## Field gradients at the sites of ZnCdGa₄S₈

A nucleus with a quadrupole moment senses how unevenly charge is arranged around it. The measure is the electric field gradient, which has three principal components that add up to zero. The table lists the largest of them, Vzz, with its sign. The asymmetry tells how unequal the other two are: it is 0 when they are equal, and 1 when one of them vanishes. The quadrupole coupling is Vzz multiplied by the moment of the nucleus, in frequency units.

ZnCdGa₄S₈ in its unrelaxed database structure (P-4), computed with Ansatz 0.2.0 using r2SCAN, plane waves, default scalar-relativistic PAW datasets, a 500 eV cutoff and a 5×5×3 k-mesh, without spin polarisation. The asymmetry is (Vxx − Vyy)/Vzz with |Vxx| ≤ |Vyy| ≤ |Vzz|. The coupling is eQVzz/h with Q = 0.122 barn for ⁶⁷Zn, 0.107 for ⁷¹Ga and −0.0694 for ³³S.

```csv
atom,like atoms,first shell,mean distance (Å),longest less shortest (Å),Vzz (1e21 V/m^2),asymmetry,quadrupole coupling (MHz)
Zn1,1,S4,2.39,0.00,1.94,0.00,5.72
Cd2,1,S4,2.53,0.00,2.38,0.00,n/a
Ga3,1,S4,2.31,0.00,-1.48,0.00,-3.82
Ga4,1,S4,2.32,0.00,1.15,0.00,2.96
Ga5,2,S4,2.30,0.00,-0.87,0.59,-2.25
S7,4,Ga2Zn1,2.34,0.09,-10.61,0.40,17.8
S8,4,Ga2Cd1,2.38,0.23,-9.04,0.78,15.2
```

### 1. Which atoms feel the largest gradient, and why?

The sulfur atoms do: even the smaller of their two gradients is almost four times the largest one at a metal site. Each metal atom has four sulfur neighbours. In an ideal tetrahedron of equal neighbours their contributions cancel exactly, so only a distortion or the more distant ions can leave a gradient. Each sulfur has only three metal neighbours, and the fourth corner of its tetrahedron is empty. Nothing balances the three, and the lone pair of sulfur points into the gap.

Both features act in the same direction. Positive ions on three corners make the gradient negative along the line to the empty corner, and so do electrons gathered on that line. This is why theory leads one to expect a large negative Vzz at sulfur, as the table has it.

### 2. Do the neighbouring ions produce this gradient by themselves?

Ions of charge +3, +3 and +2 at the distances of the table would give only about −0.6 × 10²¹ V/m² at either sulfur. The calculation gives −10.6 at S7 and −9.0 at S8, more than ten times as much. A charge contributes in proportion to 1/r³, so a slight imbalance in sulfur's own valence shell, close to the nucleus, outweighs whole ions more than 2 Å away. In this picture the neighbours decide the shape of the imbalance, and the shell supplies most of its size.

### 3. Why is the gradient at sulfur not symmetric about one axis?

The three neighbours are unlike: two are Ga(III), the third is Zn(II) or Cd(II). Let t be the strength of the third neighbour relative to one Ga, where strength means charge divided by distance cubed. Along the line that joins the two Ga ions, each of them contributes +1 and the third −t, in units of one Ga. One principal component is therefore 2 − t, and the other two follow from the same geometry:

[−(2 − t) ± √((2 − t)² + 8t²)] / 2

The limits show what this means. With three equal neighbours, t = 1, the components are 1, 1 and −2, and the asymmetry is 0. With no third neighbour, t = 0, they are 2, 0 and −2, and the asymmetry is 1. The weaker the third neighbour, the larger the asymmetry.

For an estimate, take the charges alone, so that t = 2/3. The components are then 1.33, 0.49 and −1.82, and the asymmetry is (1.33 − 0.49)/1.82 = 0.46. The table has 0.40 at S7 and 0.78 at S8, so a picture without any fitted constant finds the right range but cannot tell the two apart.

### 4. What changes when Cd takes the place of Zn?

Cd sits farther from sulfur than Zn does, 2.53 Å against 2.39 Å, and so acts as a still weaker third neighbour. With the distances included, the model gives asymmetries of 0.55 at S7 and 0.68 at S8. The order is right, but S7 now lies farther from the table than with the charges alone, and the computed contrast is about three times as large. The model also gives both sulfurs nearly the same Vzz, whereas the calculation makes that of S8 about 15 % smaller. Ideal tetrahedral angles are assumed throughout, and real angles could well account for part of these misses. The output printed after the text shows the model, applied to the two sulfur rows.

### 5. Ga3 and Ga4 have nearly the same bond lengths. How can their gradients differ in sign?

Bond lengths do not fix the gradient of a tetrahedron; angles matter as well. If four equal sulfur ions move towards the crystal axis, the tetrahedron is stretched and their contribution along the axis is negative. If they move away from it, the tetrahedron is flattened and the contribution is positive. Ga3 may thus be stretched and Ga4 flattened, but this is a guess, since more distant ions could also tip the balance. The zero asymmetry of both sites is no sign of a regular tetrahedron, because their fourfold symmetry enforces it.

### 6. Could a quadrupole spectrum tell the sites apart?

For ⁷¹Ga and ³³S, both of spin 3/2, each site gives one line without a magnetic field, at half the size of the coupling times √(1 + asymmetry²/3). The gallium lines fall at 1.9, 1.5 and 1.2 MHz, and the lowest belongs to Ga5, which has twice as many atoms as either of the others. Neighbouring lines differ by a factor of at least 1.24. Errors of a tenth in opposite directions could feign a factor of 1.22, so the order of the lines would just survive them. Larger errors do occur at some sites, and the atoms were not relaxed, so the order is not certain.

Sulfur is harder. The couplings of S7 and S8 differ by 17 %, but the larger asymmetry of S8 raises its line and narrows the gap to 10 %. An assignment by frequency alone is therefore unsafe. The asymmetry, which can be measured in a magnetic field, separates the two sites much better.

### 7. What would change with another isotope of gallium?

The gradient would stay as it is, because it belongs to the charge around the nucleus. The coupling would scale with the nuclear moment. For ⁶⁹Ga, with a moment of roughly 0.17 barn, the coupling at Ga3 would go from −3.8 to about −6 MHz. For the same reason, couplings of different elements should not be used to compare their surroundings: Vzz at S7 is seven times that at Ga3, but the coupling is less than five times as large. Even Vzz compares them only roughly, since it also depends on the electron shells of each element.

### 8. Which result is the least secure?

Judged by the relative error that it can bear, it is the sign at S8; the sign at Ga5 comes next, with a margin of about a fifth of Vzz. The components at S8 are about 1.0, 8.0 and −9.0 × 10²¹ V/m², so the two largest nearly balance. If the smallest one passed through zero, the positive component would become the largest, and Vzz and the coupling would change sign. That takes a shift of only 11 % of Vzz. Errors of this size occur at some sites with such datasets, and the atoms were held at database positions, where forces of up to nearly 0.2 eV/Å remain on sulfur.

The line frequency would hardly notice such a reversal, since the three components change smoothly through it. For S8 the rough frequency and the large asymmetry thus deserve more trust than the sign.

Numerical output:

```
Principal field gradients in 1e21 V/m^2:
  row  smallest  middle  largest
  Zn1     -0.97   -0.97     1.94
  Cd2     -1.19   -1.19     2.38
  Ga3      0.74    0.74    -1.48
  Ga4    -0.575  -0.575     1.15
  Ga5    0.1784  0.6916    -0.87
   S7     3.183   7.427   -10.61
   S8    0.9944   8.046    -9.04
Smallest component at S7, percent of largest: 30
Smallest component at S8, percent of largest: 11
Size of Vzz, S7 over Ga3: 7.169
Size of coupling, S7 over Ga3: 4.66
Smallest sulfur Vzz over largest cation Vzz, sizes: 3.798
Lowest pure quadrupole line:
  row    MHz  atoms
  Zn1  0.858      1
  Cd2    n/a      1
  Ga3   1.91      1
  Ga4   1.48      1
  Ga5  1.188      2
   S7  9.134      4
   S8  8.335      4
Second Zn line in MHz: 1.716
Line of Ga3 over line of Ga4: 1.291
Line of Ga4 over line of Ga5: 1.245
Coupling of S7 over coupling of S8: 1.171
Line of S7 over line of S8: 1.096
Ratio that opposite errors of a tenth could feign: 1.222
Coupling at Ga3 with 69Ga instead of 71Ga in MHz: -6.069
Model asymmetry from charges alone, both sulfurs: 0.4641
Model asymmetry with distances, S7: 0.5477
Model asymmetry with distances, S8: 0.6796
Bare point-charge Vzz at S7 in 1e21 V/m^2: -0.6273
Bare point-charge Vzz at S8 in 1e21 V/m^2: -0.6283
Computed Vzz over bare point-charge Vzz, S7: 16.91
```
